# Enskog transport coefficients of a dense gas

## 1. Premises and conventions

1. Smooth elastic spheres of mass $m$ and diameter $\sigma$, without internal energy; classical mechanics; no external force.
2. Collisions are binary and instantaneous. The velocities of a pair are uncorrelated before contact.
3. The probability of contact is raised by $\chi$, the equilibrium pair correlation at separation $\sigma$, taken at the density of the contact point.
4. Gradients are weak over $\sigma$ and over a free path. Only terms of first order in them are kept.
5. The dilute Chapman-Enskog solution is known.

Notation: $\rho=mn$, $b\rho=nv_0$, $v_0=\tfrac23\pi\sigma^3$, $y=b\rho\chi$. Peculiar velocity $\mathbf C=\mathbf c-\mathbf u$, $\mathbf W=\mathbf C\sqrt{m/2kT}$. $\mathsf S$ is the symmetric traceless part of $\partial_iu_j$, and $\mathring{\mathsf A}$ is the traceless part of a tensor $\mathsf A$. The coefficients are defined by
$$\mathsf P=p\,\mathsf I-2\mu\,\mathsf S-\kappa(\nabla\cdot\mathbf u)\mathsf I,\qquad \mathbf q=-\lambda\nabla T .$$
Dilute values, independent of $n$:
$$\mu_0=f_\mu\frac{5}{16\sigma^2}\sqrt{\frac{mkT}{\pi}},\qquad \lambda_0=f_\lambda\frac{15k}{4m}\frac{\mu_0}{f_\mu}.$$
The first Sonine approximation has $f_\mu=f_\lambda=1$. The converged factors enter as approximate inputs, $f_\mu\approx1.0160$ and $f_\lambda\approx1.0252$.

## 2. The Enskog equation

Let $\mathbf g=\mathbf c_1-\mathbf c$, and let the unit vector $\mathbf k$ point from the partner's centre to the molecule's centre in a direct collision, so $\mathbf g\cdot\mathbf k>0$. Then $\mathbf c'=\mathbf c+\mathbf k(\mathbf g\cdot\mathbf k)$ and $\mathbf c_1'=\mathbf c_1-\mathbf k(\mathbf g\cdot\mathbf k)$. The partner sits at $\mathbf r-\sigma\mathbf k$. In the inverse collision $\mathbf g'\cdot\mathbf k<0$, so it sits at $\mathbf r+\sigma\mathbf k$. Premises 2 and 3 give (Enskog, 1922) $\partial_tf+\mathbf c\cdot\nabla f=J$ with
$$J=\sigma^2\!\iint\big[\chi(\mathbf r+\tfrac\sigma2\mathbf k)f'(\mathbf r)f_1'(\mathbf r+\sigma\mathbf k)-\chi(\mathbf r-\tfrac\sigma2\mathbf k)f(\mathbf r)f_1(\mathbf r-\sigma\mathbf k)\big](\mathbf g\cdot\mathbf k)\,d\mathbf k\,d\mathbf c_1 .\tag{1}$$
Integrals over the hemisphere $\mathbf g\cdot\mathbf k>0$, done with $\mathbf g$ as polar axis:
$$\int\!\mathbf k(\mathbf g\cdot\mathbf k)d\mathbf k=\tfrac{2\pi}3\mathbf g,\quad \int\!\mathbf{kk}(\mathbf g\cdot\mathbf k)^2d\mathbf k=\tfrac{2\pi}{15}(2\mathbf{gg}+g^2\mathsf I),\quad \int\!\mathbf k(\mathbf g\cdot\mathbf k)^3d\mathbf k=\tfrac{2\pi}5g^2\mathbf g .\tag{2}$$

## 3. Collisional transfer

Let $\psi$ be $m\mathbf c$ or $\tfrac12mc^2$. In the gain term of $\int\psi J\,d\mathbf c$ rename $(\mathbf c',\mathbf c_1',\mathbf k)\to(\mathbf c,\mathbf c_1,-\mathbf k)$, which has unit Jacobian. With $F(\mathbf R)=\chi(\mathbf R)f(\mathbf R+\tfrac\sigma2\mathbf k)f_1(\mathbf R-\tfrac\sigma2\mathbf k)$ the integrand becomes $(\psi'-\psi)F(\mathbf r-\tfrac\sigma2\mathbf k)$. Now exchange the two molecules and reverse $\mathbf k$. Since $\psi_1'-\psi_1=-(\psi'-\psi)$, the integrand may equally be written $-(\psi'-\psi)F(\mathbf r+\tfrac\sigma2\mathbf k)$. Half the sum of both forms is $-\tfrac\sigma2(\psi'-\psi)\mathbf k\cdot\nabla F$ up to third derivatives. Hence $\int\psi J\,d\mathbf c=-\nabla\cdot\mathbf j_\psi$ with
$$\mathbf j_\psi=\tfrac12\sigma^3\chi\iiint(\psi'-\psi)\,\mathbf k\,(\mathbf g\cdot\mathbf k)ff_1\Big[1+\tfrac\sigma2\mathbf k\cdot\nabla\ln\frac f{f_1}\Big]d\mathbf k\,d\mathbf c\,d\mathbf c_1 .\tag{3}$$
This is the flux carried across the distance $\sigma$ at each contact. It adds to the kinetic fluxes $\mathsf P^k=m\int\mathbf{CC}f\,d\mathbf c$ and $\mathbf q^k=\tfrac m2\int C^2\mathbf Cf\,d\mathbf c$. The energy flux splits into $\mathsf P\cdot\mathbf u$ and a heat flux with $\psi=\tfrac12mC^2$. The jumps are $m\mathbf k(\mathbf g\cdot\mathbf k)$ and $m(\mathbf g\cdot\mathbf k)(\mathbf V\cdot\mathbf k)$, where $\mathbf V=\tfrac12(\mathbf C+\mathbf C_1)$.

**Local part** (the 1 in the bracket; valid for any $f$). As $\int\mathbf Cf\,d\mathbf c=0$, $\iint ff_1\,\mathbf{gg}=2n\mathsf P^k/m$. With (2) and $\operatorname{tr}\mathsf P^k=3nkT$,
$$\mathsf P^a=\tfrac y5(2\mathsf P^k+3nkT\,\mathsf I)=y\,nkT\,\mathsf I+\tfrac25y\,\mathring{\mathsf P}^k .\tag{4}$$
For heat, (2) gives $\tfrac{2\pi}{15}[2\mathbf g(\mathbf g\cdot\mathbf V)+g^2\mathbf V]$ with $\mathbf g\cdot\mathbf V=\tfrac12(C_1^2-C^2)$. Terms linear in either velocity vanish. The two pieces leave $2n\mathbf Q$ and $n\mathbf Q$, with $\mathbf Q=\int C^2\mathbf Cf\,d\mathbf c$. So
$$\mathbf q^a=\tfrac12m\sigma^3\chi\,\tfrac{2\pi}{15}\,3n\mathbf Q=\tfrac35y\,\mathbf q^k .\tag{5}$$
Equation (4) fixes the equation of state, $p=nkT(1+y)$.

**Gradient part.** It is already of first order, so $f$ is the local Maxwellian $f^0$, for which
$$\partial_l\ln\frac{f^0}{f_1^0}=-\frac m{kT}\big[(\mathbf g\cdot\mathbf V)\,\partial_l\ln T+g_j\,\partial_lu_j\big].$$
Under reversal of $\mathbf C,\mathbf C_1,\mathbf k$ the temperature term is odd in the stress and the velocity term is odd in the heat flux, so each drops out there. For Maxwellians $\mathbf g$ and $\mathbf V$ are independent and isotropic, with $\langle\mathbf{VV}\rangle=(kT/2m)\mathsf I$ and $\langle g^3\rangle=32\pi^{-1/2}(kT/m)^{3/2}$. Average over the direction of $\mathbf g$ at fixed $\mathbf k$, with the step function $\Theta=\Theta(\mathbf g\cdot\mathbf k)$: $\langle g_j(\mathbf g\cdot\mathbf k)^2\Theta\rangle=\tfrac18\langle g^3\rangle k_j$, because $\tfrac12\int_0^1t^3dt=\tfrac18$. Then $\mathbf k$ runs over the whole sphere, where $\int k_ak_bk_lk_j\,d\mathbf k=\tfrac{4\pi}{15}(\delta_{ab}\delta_{lj}+\delta_{al}\delta_{bj}+\delta_{aj}\delta_{bl})$. Contraction of the deltas with $\partial_lu_j$ gives $2\mathsf S+\tfrac53(\nabla\cdot\mathbf u)\mathsf I$. Therefore
$$\mathsf P^b=-\frac{m^2\sigma^4\chi n^2}{4kT}\frac\pi{30}\langle g^3\rangle\big[2\mathsf S+\tfrac53(\nabla\cdot\mathbf u)\mathsf I\big]=-\kappa\big[\tfrac65\mathsf S+(\nabla\cdot\mathbf u)\mathsf I\big],$$
$$\kappa=\tfrac49n^2\sigma^4\chi\sqrt{\pi mkT}.\tag{6}$$
For heat, $\langle(\mathbf V\cdot\mathbf k)(\mathbf g\cdot\mathbf V)\rangle_{\mathbf V}=(kT/2m)\,\mathbf g\cdot\mathbf k$, then $\langle(\mathbf g\cdot\mathbf k)^3\Theta\rangle=\tfrac18\langle g^3\rangle$ and $\int\mathbf{kk}\,d\mathbf k=\tfrac{4\pi}3\mathsf I$:
$$\mathbf q^b=-\tfrac14m\sigma^4\chi n^2\cdot\tfrac12\cdot\tfrac\pi6\langle g^3\rangle\nabla\ln T=-\frac{3k}{2m}\kappa\nabla T .\tag{7}$$

## 4. First-order equation

Put $f=f^0(1+\phi)$, where $f^0$ carries the full $n,\mathbf u,T$. Expand (1) about $\mathbf r$: $J=\chi J_B+J_1$, with $J_B$ the Boltzmann operator. $J_B[f^0]=0$, and its linearisation is written $f^0L\phi$.

**Streaming side.** At zeroth order $\mathsf P=p\mathsf I$, $\mathbf q=0$ and the energy is $\tfrac32kT$ per sphere. With $D_t=\partial_t+\mathbf u\cdot\nabla$,
$$D_tn=-n\nabla\cdot\mathbf u,\quad\rho D_t\mathbf u=-\nabla p,\quad D_tT=-\tfrac23(1+y)T\nabla\cdot\mathbf u .$$
From $\ln f^0=\ln n-\tfrac32\ln T-W^2+\text{const}$,
$$(D_t+\mathbf C\cdot\nabla)\ln f^0=D_t\ln n+(W^2-\tfrac32)D_t\ln T+\frac{m}{kT}\mathbf C\cdot D_t\mathbf u+\mathbf C\cdot\nabla\ln n+(W^2-\tfrac32)\mathbf C\cdot\nabla\ln T+2W_iW_j\partial_iu_j .$$
Insert the Euler equations, use $\nabla p/nkT=\nabla\ln(nT)+y\nabla\ln(n^2\chi T)$ and $W_iW_j\partial_iu_j=\mathbf{WW}{:}\mathsf S+\tfrac13W^2\nabla\cdot\mathbf u$:
$$(D_t+\mathbf C\cdot\nabla)\ln f^0=(W^2-\tfrac52)\mathbf C\cdot\nabla\ln T+2\mathbf{WW}{:}\mathsf S-y\,\mathbf C\cdot\nabla\ln(n^2\chi T)-y(\tfrac23W^2-1)\nabla\cdot\mathbf u .\tag{8}$$

**Displacement term.** To first order $f^0$ suffices, and $f^{0\prime}f_1^{0\prime}=f^0f_1^0$:
$$J_1=\sigma^3\chi f^0\!\iint f_1^0\;\mathbf k\cdot\nabla\big[\ln f_1^{0\prime}+\ln f_1^0+\ln\chi\big](\mathbf g\cdot\mathbf k)\,d\mathbf k\,d\mathbf c_1 ,$$
$$\partial_i\ln f_1^0=\partial_i\ln n+(W_1^2-\tfrac32)\partial_i\ln T+\frac m{kT}C_{1j}\partial_iu_j .$$
Let $\mathbf G=\mathbf W_1-\mathbf W$. Averages over $\mathbf W_1$ use $\langle\mathbf W_1\mathbf W_1\rangle=\tfrac12\mathsf I$. Three groups arise.

(a) Velocity-independent factors. Since $\langle\mathbf g\rangle=-\mathbf C$, (2) gives $-yf^0\,\mathbf C\cdot\nabla[\ln(n^2\chi)-3\ln T]$.

(b) The factor $W_1^2+W_1'^2=2W_1^2-2(\mathbf W_1\cdot\mathbf k)(\mathbf G\cdot\mathbf k)+(\mathbf G\cdot\mathbf k)^2$. By (2) the angular integral is
$$\tfrac{4\pi}3W_1^2\mathbf G-\tfrac{4\pi}{15}\big[2\mathbf G(\mathbf G\cdot\mathbf W_1)+G^2\mathbf W_1\big]+\tfrac{2\pi}5G^2\mathbf G .$$
The averages are $\langle W_1^2\mathbf G\rangle=-\tfrac32\mathbf W$, $\langle\mathbf G(\mathbf G\cdot\mathbf W_1)\rangle=-2\mathbf W$, $\langle G^2\mathbf W_1\rangle=-\mathbf W$, $\langle G^2\mathbf G\rangle=-(W^2+\tfrac52)\mathbf W$. The sum is $-\tfrac{2\pi}3(\tfrac52+\tfrac35W^2)\mathbf W$, which contributes $-yf^0(\tfrac52+\tfrac35W^2)\mathbf C\cdot\nabla\ln T$.

(c) The factor $\mathbf W_1+\mathbf W_1'=2\mathbf W_1-\mathbf k(\mathbf G\cdot\mathbf k)$. The angular integral is $2\partial_iu_j[\tfrac{4\pi}3G_iW_{1j}-\tfrac{2\pi}{15}(2G_iG_j+G^2\delta_{ij})]$. With $\langle G_iW_{1j}\rangle=\tfrac12\delta_{ij}$ and $\langle G_iG_j\rangle=\tfrac12\delta_{ij}+W_iW_j$ it averages to $-\tfrac{2\pi}3[\tfrac45W_iW_j\partial_iu_j+(\tfrac25W^2-1)\nabla\cdot\mathbf u]$.

Collecting, with $\tfrac35W^2-\tfrac12=1+\tfrac35(W^2-\tfrac52)$ and $\tfrac4{15}+\tfrac25=\tfrac23$,
$$J_1=-yf^0\Big[\mathbf C\cdot\nabla\ln(n^2\chi T)+\tfrac35(W^2-\tfrac52)\mathbf C\cdot\nabla\ln T+\tfrac45\mathbf{WW}{:}\mathsf S+(\tfrac23W^2-1)\nabla\cdot\mathbf u\Big].\tag{9}$$
Subtract (9) from $f^0$ times (8). The terms in $\nabla\ln(n^2\chi T)$ and in $\nabla\cdot\mathbf u$ cancel:
$$\chi L\phi=(1+\tfrac35y)(W^2-\tfrac52)\mathbf C\cdot\nabla\ln T+(1+\tfrac25y)\,2\mathbf{WW}{:}\mathsf S .\tag{10}$$
For $\chi=1$, $y=0$ this is the dilute equation. The operator and the side conditions on $\phi$ are linear and unchanged, so each part of the dilute solution is rescaled, at every Sonine order:
$$\mathring{\mathsf P}^k=-2\mu_0\frac{1+\tfrac25y}\chi\mathsf S,\qquad\mathbf q^k=-\lambda_0\frac{1+\tfrac35y}\chi\nabla T .$$
There is no source in $\nabla\cdot\mathbf u$, so $\kappa$ of (6) is the whole bulk viscosity.

## 5. Results

Add the kinetic, local and gradient parts, (4) to (7):
$$\mu=\frac{\mu_0}\chi(1+\tfrac25y)^2+\tfrac35\kappa,\qquad\lambda=\frac{\lambda_0}\chi(1+\tfrac35y)^2+\frac{3k}{2m}\kappa .$$
With $n^2\sigma^6=9(b\rho)^2/4\pi^2$, (6) becomes $\kappa/\mu_0=(16/5\pi f_\mu)\,b\rho\,y$, where $16/5\pi=1.0186$. Also $(3k/2m)\mu_0/\lambda_0=\tfrac25f_\mu/f_\lambda$. Use $1/\chi=b\rho/y$. The coefficients of $y$ are $\tfrac4{25}+48/25\pi f_\mu$ and $\tfrac9{25}+32/25\pi f_\lambda$:
$$\frac\mu{\mu_0}=b\rho\Big(\frac1y+0.8+0.7615\,y\Big),\qquad\frac\lambda{\lambda_0}=b\rho\Big(\frac1y+1.2+0.7574\,y\Big),\qquad\frac\kappa{\mu_0}=1.003\,b\rho\,y .\tag{11}$$
Referred to first-Sonine $\mu_0$ and $\lambda_0$, the same coefficients read 0.7712, 0.7674 and 1.0186.

**Self-diffusion.** Label some spheres of a gas in overall equilibrium. A labelled sphere meets the whole gas, whose distribution and $\chi$ are uniform, so the displacements in (1) have no effect. The label does not jump at contact, so there is no transfer flux. The labelled distribution obeys the dilute linear equation with the collision term multiplied by $\chi$, and the dilute product $(nD)_0$ does not depend on $n$. Hence
$$\frac{nD}{(nD)_0}=\frac1\chi .\tag{12}$$

**Minimum of $\mu/\rho$.** On an isotherm $\mu_0b$ is constant and $y$ grows with density. Setting $d(1/y+0.7615y)/dy=0$ gives $y=0.7615^{-1/2}=1.146$ and $(\mu/\rho)_{\min}=2.545\,\mu_0b$.

**Contact value.** For hard spheres $\chi$ follows from $y=p/nkT-1$. The approximate Carnahan-Starling form is $\chi=(1-\eta/2)/(1-\eta)^3$ with packing fraction $\eta=b\rho/4$. It gives $\chi=1+\tfrac58b\rho+\dots$, so $\mu/\mu_0=1+0.175\,b\rho+\dots$, and it puts the minimum at $\eta=0.176$.

## 6. Modified Enskog theory

For hard spheres $p\propto T$ at fixed $V$, so $p=T(\partial p/\partial T)_V$. For any fluid $T(\partial p/\partial T)_V=p+(\partial U/\partial V)_T$. If attraction acts only as a uniform background $-an^2$ with constant $a$, this thermal pressure removes it and returns the hard-core pressure. The modified theory postulates the same for a real fluid:
$$y=\frac{T(\partial p/\partial T)_V}{nkT}-1 .\tag{13}$$
With $p=nkT(1+Bn+\dots)$, (13) gives $y\to n\,d(TB)/dT$. The condition $\chi\to1$ as $n\to0$ then fixes $v_0=mb=B+T\,dB/dT$ and $\chi=y/nv_0$. The dilute values are those of the real gas. This is a mapping, not a consequence of (1), and its $\chi$ may fall below one.

## 7. Range of validity

- Navier-Stokes order only: gradient lengths far above $\sigma$ and the free path.
- Premise 2 omits recollisions. Repeated collisions, hydrodynamic back-flow and caging are absent. Typically (11) and (12) serve for hard spheres up to moderate packing, roughly $\eta\lesssim0.3$. Towards freezing, caging makes $\mu$ larger and $D$ smaller than predicted.
- One component. Mixtures need a revised treatment of $\chi$ in a non-uniform state.
- No critical fluctuations, which enhance $\lambda$ and $\kappa$ near the critical point.
- No internal energy. For molecules (11) describes translational conduction and the collisional bulk viscosity only.
- The modified theory inherits its $v_0$ and $y$ from temperature derivatives of the equation of state and is sensitive to them.

## 8. Illustration: CO$_2$ at 350 K

Approximate inputs: $T_c=304$ K, $p_c=0.0461$ eV nm$^{-3}$ (7.4 MPa), $m=44.01$ u. Then $T/T_c=1.15$ and $kT_c/p_c=0.568$ nm$^3$. Chosen state: $n=8.0$ nm$^{-3}$ (585 kg m$^{-3}$). Model: the Redlich-Kwong equation,
$$\frac p{nkT}=\frac1{1-nb_R}-\frac{nA}{1+nb_R},\qquad A\propto T^{-3/2}.$$
The conditions $\partial_Vp=\partial_V^2p=0$ at $T_c,p_c$ give, with $s=2^{1/3}-1$, $b_R=(s/3)\,kT_c/p_c=0.0492$ nm$^3$ and $A=(1/9s)(kT_c/p_c)(T_c/T)^{3/2}=0.197$ nm$^3$. The attractive pressure varies as $T^{-1/2}$, so (13) yields
$$y=\frac{nb_R}{1-nb_R}+\frac{nA/2}{1+nb_R},\qquad v_0=b_R+\tfrac12A=0.148\ \text{nm}^3 ,$$
an effective $\sigma=0.413$ nm. At the chosen state the model pressure is 0.126 eV nm$^{-3}$ (20 MPa), and from unrounded parameters
$$y=0.650+0.564=1.214,\qquad b\rho=1.180,\qquad\chi=1.03 .$$

| model quantity | terms | value |
|---|---|---|
| $\mu/\mu_0$ | $0.97+0.94+1.09$ | 3.0 |
| $\lambda/\lambda_0$, translational | $0.97+1.42+1.09$ | 3.5 |
| $\kappa/\mu_0$, collisional | | 1.4 |
| $nD/(nD)_0$ | | 0.97 |

The kinetic part of $\mu/\mu_0$ is $(1+\tfrac25y)/\chi=1.44$; collisional transfer supplies the other half. The model's minimum of $\mu/\rho$ lies at $n=7.6$ nm$^{-3}$.

Internal energy rivals the translational term in $\lambda$. If it exchanges slowly with translation, it is carried by self-diffusion, $\lambda_{\rm int}=nD\,c_{\rm int}$. The first-Sonine diffusion coefficient $D_0=(3/8n\sigma^2)\sqrt{kT/\pi m}$ gives $\rho D_0/\mu_0=\tfrac65$. With a typical $c_{\rm int}\approx2.2\,k$ per molecule, the dilute ratio of internal to translational conduction is $r=\tfrac65\cdot2.2/\tfrac{15}4=0.70$. By (12) the internal part scales as $1/\chi$, so the total model ratio is $(3.47+r/\chi)/(1+r)=2.4$, without critical enhancement.

Sensitivity: the van der Waals equation fitted to the same $T_c,p_c$ has $v_0=kT_c/8p_c$ and $\chi=1/(1-b\rho)$, so $b\rho=0.57$, $y=1.32$ and $\mu/\mu_0=1.5$, half the value above. All these numbers are the model's, not the material's. As typical knowledge, not as a measurement: the shear ratio of CO$_2$ near this state is about 2.5, so the Redlich-Kwong input, preferred for that reason, lies about a fifth high and the van der Waals input about two fifths low, while the low-frequency bulk viscosity is governed by slow vibrational relaxation and exceeds the collisional value by two to three orders of magnitude.